**The 2s–2p gap along the seven-electron isoelectronic sequence**

The table holds up-spin 2s and 2p Kohn-Sham eigenvalues, mean radii and their gap for eight ions from F2+ to Ta66+, computed with Quantum ESPRESSO ld1.x (LDA-PZ, scalar-relativistic, spin-polarised, point nucleus) in the configuration [He] 2s² (2p up)³. The program compares a straight line in Z (screening alone), the down-spin gap of the same runs (spin polarisation), and the model gap = a0·Z + b + D(Z)(1 − s/Z), where a0 comes from hydrogenic orbitals and D is the one-electron scalar-relativistic 2s–2p splitting. The straight line misses the table by up to 66%, and the down-spin gap differs from the up-spin gap by at most 5.4%. With b and s fitted to all rows the model is within 0.38% of every tabulated gap, whereas keeping only the Z⁴ term of D leaves errors up to 12%. The output also sets the 2s radii against nonrelativistic and Dirac one-electron values and prints the size of the omitted spin-orbit splitting.

Seven-electron ions in the configuration [He] 2s2 2p3, with all three 2p electrons spin-up, were computed as spherical all-electron atoms with Quantum ESPRESSO ld1.x 7.5. The method is spin-polarised, scalar-relativistic Kohn-Sham LDA (Slater exchange, Perdew-Zunger correlation) with a point nucleus. Bound levels have negative eigenvalues.

## Numerical check

```python
# Table: 2s/2p up-spin Kohn-Sham eigenvalues (eV), mean radii (bohr) and gap of 7-electron ions; QE ld1.x,
# LDA-PZ, scalar-relativistic, spin-polarised, point nucleus. Tested: gap from (A) screening alone, linear in Z,
# (B) spin polarisation, (C) screening plus the one-electron scalar-relativistic 2s-2p splitting D(Z).
T = {
    'ion': ['F2+', 'Al6+', 'Se27+', 'Mo35+', 'Tc36+', 'In42+', 'Eu56+', 'Ta66+'],
    'Z': [9, 13, 34, 42, 43, 49, 63, 73],
    'charge': [2, 6, 27, 35, 36, 42, 56, 66],  # e
    'eigenvalue_2s_up': [-69.874, -254.34, -3066.4, -4992.9, -5269.0, -7098.3, -12603, -17742],  # eV
    'eigenvalue_2p_up': [-51.518, -221.34, -2922.6, -4766.1, -5029.0, -6760.1, -11854, -16438],  # eV
    'mean_radius_2s_up': [0.9137, 0.56579, 0.1861, 0.14685, 0.14301, 0.1233, 0.091888, 0.076598],  # bohr
    'mean_radius_2p_up': [0.88049, 0.51011, 0.16015, 0.12642, 0.12315, 0.10645, 0.08028, 0.06784],  # bohr
    'gap': [18.36, 33.0, 143.85, 226.73, 240.03, 338.22, 749.91, 1304.6],  # eV
}
import numpy as np
from scipy.constants import alpha, physical_constants as pc
from scipy.integrate import solve_ivp, trapezoid
from scipy.optimize import brentq
Ha = pc['Hartree energy in eV'][0]
ion = T['ion']; Z = np.array(T['Z'], float); g = np.array(T['gap']); z = Z*alpha
es, ep, rs, rp = (np.array(T[k]) for k in ('eigenvalue_2s_up', 'eigenvalue_2p_up', 'mean_radius_2s_up', 'mean_radius_2p_up'))
# further outputs of the same runs (less vetted): down-spin levels, Eu56+ F0 integrals, ionisation energies (eV)
sd = np.array([-63.24781, -242.9584, -3029.546, -4945.816, -5220.684, -7041.982, -12527.56, -17651.19])
pd = np.array([-44.52489, -208.3701, -2877.874, -4709.114, -4970.426, -6692.074, -11763.18, -16330.84])
dH = 2*(417.8049-377.7134) + 2*(283.333-267.7113) + 3*(308.4082-283.333)
IE = np.array([242.2733, 2992.041, 4854.268, 5119.475, 6864.613]); NI = np.array([241.76, 2964, 4800, 5060, 6770])
# parameter-free first-order slope from hydrogenic orbitals (Z=1)
aH = (2*(59/243-17/81) + 2*(83/512-77/512) + 3*(93/512-83/512))*Ha
r = np.linspace(1e-5, 60, 60001)
u1, u2, u3 = 4*np.exp(-2*r), 0.5*(1-r/2)**2*np.exp(-r), r**2*np.exp(-r)/24
ax = lambda n: trapezoid(-(6/np.pi*n/(4*np.pi))**(1/3)*(u3-u2)*r**2, r)*Ha
aup, adn = ax(u1+u2+3*u3), ax(u1+u2); a0 = aH+aup
def sr(q, l):  # one-electron scalar-relativistic n=2 level, in units of Z^2 hartree
    L = l*(l+1)
    def end(e):
        def f(x, y):
            p = np.exp(x); w = q*(1+e*p); m = 2*p/q+w
            return [y[0]+m*y[1], -y[1]+(L/m-w)*y[0]]
        y0 = [1.0, (np.sqrt(1+L-q*q)-1)/q]
        return solve_ivp(f, [np.log(1e-6), np.log(40)], y0, method='DOP853', rtol=1e-9, atol=1e-12).y[0, -1]
    return brentq(end, -0.14, -0.125, xtol=1e-11)
gam = np.sqrt(1-z*z); e2s = (np.sqrt((1+gam)/2)-1)/z**2; e32 = (np.sqrt(1-z*z/4)-1)/z**2
D = (np.array([sr(q, 1) for q in z])-e2s)*Z**2*Ha; D1 = Z**4*alpha**2/48*Ha; FS = (e32-e2s)*Z**2*Ha
N = np.sqrt(2+2*gam); rD = ((1+gam)*(3*N*N-1)+N)/(2*N)  # Z<r> of Dirac 2s
def fit(A, y):
    A = np.array(A).T; c = np.linalg.lstsq(A/g[:, None], y/g, rcond=None)[0]; return c, A@c-y
o = np.ones_like(Z); cA, rA = fit([Z, o], g); k = (g[1]-g[0])/(Z[1]-Z[0]); ln = g[0]+k*(Z-Z[0])
c1, r1 = fit([o, -D1/Z], g-a0*Z-D1); c2, r2 = fit([o, -D/Z], g-a0*Z-D); c3, r3 = fit([Z, o, -D/Z], g-D)
nx = np.diff(np.log(g))/np.diff(np.log(Z))
print(f'slope eV/Z: Hartree {aH:.3f}, exch up {aup:.3f}, a0 {a0:.3f}; exch down {adn:.3f}; F2+ to Al6+ table {k:.3f}')
print(f'A free line: a={cA[0]:.3f} eV/Z b={cA[1]:.2f} eV | C1 (Z^4 only): b={c1[0]:.2f} eV s={c1[1]:.2f}')
print(f'C2 (all orders): b={c2[0]:.2f} eV s={c2[1]:.2f} | C3 (a free too): a={c3[0]:.3f} b={c3[1]:.2f} s={c3[2]:.2f}')
print('ion gap gap/Z a0Z line(F,Al) gap-line D1 D FS(Dirac 2p3/2-2p1/2) [eV]')
for i in range(8): print(f'{ion[i]} {g[i]:.2f} {g[i]/Z[i]:.2f} {a0*Z[i]:.1f} {ln[i]:.1f} {g[i]-ln[i]:.1f} {D1[i]:.2f} {D[i]:.2f} {FS[i]:.1f}')
print('local exponent dln(gap)/dlnZ:', ' '.join(f'{x:.2f}' for x in nx))
print('model-table %: ion A C1 C2 C3 | C2 resid eV | C2 D-term eV, % of gap | rounding floor %')
for i in range(8):
    t = D[i]*(1-c2[1]/Z[i])
    print(f'{ion[i]} {100*rA[i]/g[i]:.1f} {100*r1[i]/g[i]:.2f} {100*r2[i]/g[i]:.2f} {100*r3[i]/g[i]:.2f} | {r2[i]:.2f} | {t:.1f} {100*t/g[i]:.1f} | {0.5/g[i]:.4f}')
for n, x in (('A', rA), ('C1', r1), ('C2', r2), ('C3', r3)):
    j = np.argmax(abs(x/g)); print(f'{n}: rms {100*np.sqrt(np.mean((x/g)**2)):.2f}%, worst {ion[j]} {100*x[j]/g[j]:.2f}%')
gd = pd-sd
print('ion split2s split2p gap_down down-up[eV] %gap | Zr2s Zr2p rp/rs Zr2s_Dirac | sigma 2s: nonrel, Dirac')
for i in range(8):
    print(f'{ion[i]} {sd[i]-es[i]:.1f} {pd[i]-ep[i]:.1f} {gd[i]:.1f} {gd[i]-g[i]:.2f} {100*(gd[i]/g[i]-1):.1f} | '
          f'{Z[i]*rs[i]:.3f} {Z[i]*rp[i]:.3f} {rp[i]/rs[i]:.3f} {rD[i]:.3f} | {Z[i]-6/rs[i]:.2f} {Z[i]-rD[i]/rs[i]:.2f}')
print('(split columns carry the table rounding, up to 0.5 eV for Eu, Ta)')
print(f'Ta/F growth: Z x{Z[-1]/Z[0]:.1f}, gap x{g[-1]/g[0]:.1f}, 2s split x{(sd-es)[-1]/(sd-es)[0]:.1f}; down-up slope model {adn-aup:.3f} eV/Z')
print(f'Eu56+: Hartree 2p-2s from F0 {dH:.1f} eV = {100*dH/g[6]:.0f}% of gap; hydrogenic {aH*Z[6]:.1f} eV')
print('IE - NIST semi-emp. eV (Al,Se,Mo,Tc,In):', np.round(IE-NI, 1), '; IE+eps2p:', np.round(IE+ep[1:6], 1))
assert abs(sr(z[-1], 0)/e2s[-1]-1) < 1e-6
assert np.all(np.diff(g/Z) > 0) and 3 < nx[-1] < 6
assert np.all(gd > g) and np.all(gd/g-1 < 0.06)
assert Z[-1]*rs[-1] < 6 and np.all(Z*rs > rD)
```

Printed output:

```
slope eV/Z: Hartree 4.024, exch up -0.503, a0 3.520; exch down -0.182; F2+ to Al6+ table 3.660
A free line: a=6.684 eV/Z b=-44.77 eV | C1 (Z^4 only): b=-13.85 eV s=-4.06
C2 (all orders): b=-13.40 eV s=4.46 | C3 (a free too): a=3.556 b=-13.75 s=4.81
ion gap gap/Z a0Z line(F,Al) gap-line D1 D FS(Dirac 2p3/2-2p1/2) [eV]
F2+ 18.36 2.04 31.7 18.4 0.0 0.20 0.20 0.3
Al6+ 33.00 2.54 45.8 33.0 0.0 0.86 0.87 1.3
Se27+ 143.85 4.23 119.7 109.9 34.0 40.34 42.79 62.9
Mo35+ 226.73 5.40 147.9 139.1 87.6 93.94 102.79 149.7
Tc36+ 240.03 5.58 151.4 142.8 97.2 103.21 113.43 165.0
In42+ 338.22 6.90 172.5 164.8 173.5 174.03 196.80 283.9
Eu56+ 749.91 11.90 221.8 216.0 533.9 475.56 584.29 823.1
Ta66+ 1304.60 17.87 257.0 252.6 1052.0 857.30 1135.32 1568.0
local exponent dln(gap)/dlnZ: 1.59 1.53 2.15 2.42 2.63 3.17 3.76
model-table %: ion A C1 C2 C3 | C2 resid eV | C2 D-term eV, % of gap | rounding floor %
F2+ -16.2 -1.28 0.15 -0.05 | 0.03 | 0.1 0.5 | 0.0272
Al6+ 27.6 0.15 -0.18 0.10 | -0.06 | 0.6 1.7 | 0.0152
Se27+ 26.9 4.98 -0.26 0.03 | -0.37 | 37.2 25.8 | 0.0035
Mo35+ 4.1 4.55 -0.17 -0.05 | -0.39 | 91.9 40.5 | 0.0022
Tc36+ 1.1 4.36 -0.16 -0.06 | -0.38 | 101.7 42.4 | 0.0021
In42+ -16.4 2.63 -0.07 -0.07 | -0.23 | 178.9 52.9 | 0.0015
Eu56+ -49.8 -4.77 0.19 0.00 | 1.42 | 542.9 72.4 | 0.0007
Ta66+ -66.0 -11.99 0.38 0.13 | 4.98 | 1066.0 81.7 | 0.0004
A: rms 33.31%, worst Ta66+ -66.03%
C1: rms 5.47%, worst Ta66+ -11.99%
C2: rms 0.21%, worst Ta66+ 0.38%
C3: rms 0.07%, worst Ta66+ 0.13%
ion split2s split2p gap_down down-up[eV] %gap | Zr2s Zr2p rp/rs Zr2s_Dirac | sigma 2s: nonrel, Dirac
F2+ 6.6 7.0 18.7 0.36 2.0 | 8.223 7.924 0.964 5.991 | 2.43 2.44
Al6+ 11.4 13.0 34.6 1.59 4.8 | 7.355 6.631 0.902 5.980 | 2.40 2.43
Se27+ 36.9 44.7 151.7 7.82 5.4 | 6.327 5.445 0.861 5.864 | 1.76 2.49
Mo35+ 47.1 57.0 236.7 9.97 4.4 | 6.168 5.310 0.861 5.791 | 1.14 2.57
Tc36+ 48.3 58.6 250.3 10.23 4.3 | 6.149 5.295 0.861 5.781 | 1.04 2.58
In42+ 56.3 68.0 349.9 11.69 3.5 | 6.042 5.216 0.863 5.713 | 0.34 2.66
Eu56+ 75.4 90.8 764.4 14.47 1.9 | 5.789 5.058 0.874 5.518 | -2.30 2.95
Ta66+ 90.8 107.2 1320.3 15.75 1.2 | 5.592 4.952 0.886 5.341 | -5.33 3.27
(split columns carry the table rounding, up to 0.5 eV for Eu, Ta)
Ta/F growth: Z x8.1, gap x71.1, 2s split x13.7; down-up slope model 0.321 eV/Z
Eu56+: Hartree 2p-2s from F0 186.7 eV = 25% of gap; hydrogenic 253.5 eV
IE - NIST semi-emp. eV (Al,Se,Mo,Tc,In): [ 0.5 28.  54.3 59.5 94.6] ; IE+eps2p: [ 20.9  69.4  88.2  90.5 104.5]
```
